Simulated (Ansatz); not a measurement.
A series in smearing width on Eu

All results are calculated (Ansatz 0.2.0). Plane-wave density functional theory, scalar-relativistic PAW datasets made under PBE, Gamma-centred meshes; one setting moves on a fixed relaxed cell, energies count from the zero-width extrapolation of the reference run, pressure is Pulay-corrected at fixed cutoff and positive in compression.

Structure of every row (space group Im-3m, No. 229):
```
Eu
1.0
     -2.2275     2.2275     2.2275
      2.2275    -2.2275     2.2275
      2.2275     2.2275    -2.2275
Eu
1
Direct
  0.00000 0.00000 0.00000
```

Settings of every row: spin polarised yes; functional r2SCAN; wave cutoff 500 eV; k mesh 10x10x10; smearing method fermi_dirac; reference k mesh 10x10x10; reference smearing width 0.05 eV; reference wave cutoff 500 eV; reference smearing method fermi_dirac; swept setting smearing; valence electrons per atom 17.

Atom:
```
element  starting moment (Bohr magneton)
     Eu                             7.31
```

Limits: open f shell: the state may not be the lowest; search for a lower magnetic state is off; settings are moved on purpose, so some rows are far from converged; with one magnetic atom in the cell only parallel moments are possible.

```
row  smearing width (eV)  free energy error per atom (meV)  largest site moment (Bohr magneton)  zero smearing energy error per atom (meV)  pressure (GPa)
  1                 0.01                             -0.65                                 7.38                                      -0.44           -0.15
  2                 0.03                             -2.89                                 7.36                                      -0.11            -0.1
  3                  0.1                                 ?                                    ?                                          ?               ?
  4                  0.2                           -137.91                                 7.28                                       9.75           -0.06
  5                  0.3                           -321.93                                 7.22                                       5.65           -0.16
```

Question: what free energy error per atom should row 3 give?

Worked fit of free energy error per atom. Smearing changes a smooth quantity, to lowest order, with the square of the width, so take w² in eV². The shown rows have w² = 0.0001, 0.0009, 0.04, 0.09. Their means are 0.03275 and -115.845 meV; the sums about the means are S_tt = 0.005411 and S_ty = -19.32, whose ratio is the slope. Least squares give free energy error per atom = 1.081 − 3570.25 × w² meV. The rows lie off it by -1.37, -0.76, 3.82, -1.69 (root mean square 2.2 meV). The constant, 1.081 meV, estimates the value at zero width. The withheld row has w² = 0.01, so the fit gives 1.081 − 3570.25 × (0.01) = -34.62 meV.

The calculation gave -31.43 meV. The fit lies 3.19 meV (10 % of the value, 0.99 % of the column's range) below it; its largest miss of a shown row is 3.82 meV.

The other values of row 3: largest site moment 7.31 Bohr magneton; zero smearing energy error per atom 0.69 meV; pressure -0.04 GPa.
